Student: You handed out numbers for a ferroelectric HfO₂ crystal and asked for the cell, the polar axis and the space-group type. Absences give a symbol. Why make me count groups first?

Lecturer: The count tells you what the unknowns are. Restate the data. They are made for the exercise and rounded as diffractometer data are.

Student: A single-domain crystal, Laue class mmm, polarization switchable, direction not given. Axes are labelled so that a < b < c. With λ = 1.5406 Å (Cu Kα₁, a given input), 2θ is 75.38° for 400, 74.84° for 040 and 71.84° for 004, each with standard deviation 0.02°. Then the mean of I/σ(I) per parity class, e even, o odd, in the order of the two nonzero indices. Each class holds 16 reflections, axial ones excluded.

zone    ee     oe     eo     oo
0kl     140    31     0.2    −0.1
h0l     150    7.4    1.9    24
hk0     130    8.1    0.3    −0.2

Lecturer: Cell first.

Student: d = edge/4 and λ = 2d sin θ, so edge = 2λ/sin θ: a = 5.040 Å, b = 5.071 Å, c = 5.252 Å. Differentiating, δa = a cot θ δθ with δθ = 0.01°, which gives 0.0011, 0.0012 and 0.0013 Å. So b − a = 0.031 Å is 19 standard deviations, and the labels cannot be confused. The oe class is present in all three zones, which rules out A, B, C, I and F centring. The lattice is primitive.

Lecturer: Now the discrete unknowns. Write each operation as r → gr + t(g), fractional coordinates, t modulo lattice vectors. Composition demands t(gh) = t(g) + g t(h), and moving the origin by s adds (1 − g)s. Solutions modulo origin shifts form H¹(G, R³/Z³). Take the plane m_x, normal to x.

Student: Its square is the translation (0, 2t_y, 2t_z), a lattice vector, so t_y and t_z are 0 or ½. The shift adds (2s_x, 0, 0), which removes t_x and leaves those two alone. Two bits per plane. But the planes must commute modulo the lattice, and I expect that to couple the bits.

Lecturer: Try it. The translation of m_x m_y minus that of m_y m_x is (−2t_x(m_y), 2t_y(m_x), 0), already a lattice vector. So the bits are free: Z₂⁴ with 16 elements for mm2P, Z₂⁶ with 64 for mmmP. For 222P, origin shifts remove three components of the generators 2_x and 2_y, and what remains is one screw bit per axis, Z₂³ with 8 elements.

Student: Then there are 16 groups in mm2P.

Lecturer: Sixteen descriptions in a fixed basis. A change of lattice basis that maps the point group onto itself must permute its axes, up to signs. Signs do nothing, since −½ ≡ ½, and for the same reason handedness adds no types. So the types are the orbits under axis permutations, and Burnside's lemma gives the number of orbits as the average number of fixed points. In mm2, with z polar, only x ↔ y is allowed.

Student: The first plane is m, b, c or n, the second m, a, c or n. The swap exchanges t_y(m_x) with t_x(m_y) and t_z(m_x) with t_z(m_y). Two pairs must be equal, so 2² = 4 are fixed: Pmm2, Pba2, Pcc2, Pnn2. That gives (16 + 4)/2 = 10.

Lecturer: And mmmP, under all six permutations?

Student: A transposition exchanges two planes and fixes the third, so I get two free bits from the pair and two from the third: 16.

Lecturer: It fixes the third plane but exchanges the two directions inside it. Label the bits by ordered pairs, plane normal then glide direction. A transposition arranges the six pairs in three 2-cycles, 2³ = 8 fixed. A cyclic permutation makes two 3-cycles, 2² = 4 fixed.

Student: (64 + 3×8 + 2×4)/6 = 16. For 222P the three bits permute like the axes: (8 + 3×4 + 2×2)/6 = 4. Altogether 30 primitive orthorhombic types.

Lecturer: A switchable polarization needs a polar class, and of the three only mm2 is polar. Your unknowns are one axis out of three and four bits. How do the data see them?

Student: The plane normal to a leaves the indices 0kl unchanged, so F(0kl) = exp[2πi(k t_y + l t_z)] F(0kl), and F vanishes unless k t_y + l t_z is an integer. A b glide removes oe and oo, a c glide eo and oo, an n glide oe and eo, a mirror nothing. Likewise in the other zones.

Lecturer: Decide what is absent, with a criterion.

Student: For an absent class each I/σ scatters about zero with unit variance, so the mean of 16 has standard deviation 0.25. I call a class present above three of those, 0.75. In 0kl, eo and oo lie at 0.8 and −0.4 standard deviations: absent, l odd is missing, t = (0, 0, ½), a c glide. In hk0 they lie at 1.2 and −0.8: k odd is missing, t = (0, ½, 0), a b glide. In h0l the weakest class lies at 7.6, so nothing is missing.

Lecturer: Polar axis?

Student: mm2 has no plane normal to its polar axis. Planes exist normal to a and c, so b is polar. Applying the b glide and then the c glide gives (−x, y + ½, −z + ½), a 2₁ screw along b. The symbol is Pc2₁b, which isn't among my ten.

Lecturer: Relabel cyclically, a′ = c, b′ = a, c′ = b.

Student: The plane normal to a′ glides along c′, the plane normal to b′ along a′. Pca2₁, No. 29, with a′ = 5.252, b′ = 5.040 and polar c′ = 5.071 Å. Exchanging a′ and b′ gives Pbc2₁, the other member of a two-point orbit, so the same type. Still, I distrust the uniqueness. It came too easily.

Lecturer: It has three layers. With the polar axis known, the 16 bit patterns give 16 different absence patterns, so the inversion is always unique. With the axis unknown, it is fixed when both planes are glides. That is 3 × 3 = 9 patterns, of which the swap fixes ba, cc and nn, so (9 + 3)/2 = 6 types, yours among them. The other four leave the axis open: an empty zone may be a mirror or no plane at all.

Student: The same holds for my h0l zone.

Lecturer: That is the third layer. The 64 elements for mmmP fill all 4³ zonal patterns once each, so c, nothing, b is also Pcmb, a setting of centrosymmetric Pbcm, No. 57. The 222P types have no planes and no zonal absences. The table leaves two of the 30 types, and only the switchable polarization removes Pbcm.

Student: And errors in the data? Bits have no error bars.

Lecturer: They have probabilities of being misread. For Gaussian scatter and honest σ, an absent class exceeds your threshold with probability 0.135 %, and at least one of the four with 0.54 %. The weak eo class of h0l stands 4.6 standard deviations above the threshold. There is also redundancy. Of the 8 present-or-absent patterns of oe, eo and oo, only the 4 with an even number of absences are legal, so one misreading in a zone is always detected, though not corrected.

Student: And two?

Lecturer: Losing both oe and eo in h0l would fake an n glide and give Pcnb, a setting of nonpolar Pbcn. If I/σ grows as the square root of counting time, the mean 7.4 drops to 0.75 for a time shorter by (7.4/0.75)² ≈ 97. Systematic effects push the other way. Multiple diffraction fills absences and reads a glide as a mirror. So would a second domain with a and b exchanged, whose spots nearly overlap because the edges differ by 0.6 %.

Student: Then hk0 would lack k odd from one domain and h odd from the other, so only oo would vanish. That is an illegal pattern, and the 400 peak would have a companion 0.54° lower in 2θ. In the table eo of hk0 is empty as well, which supports a single domain and leaves Pca2₁ with the polarization along the 5.071 Å edge.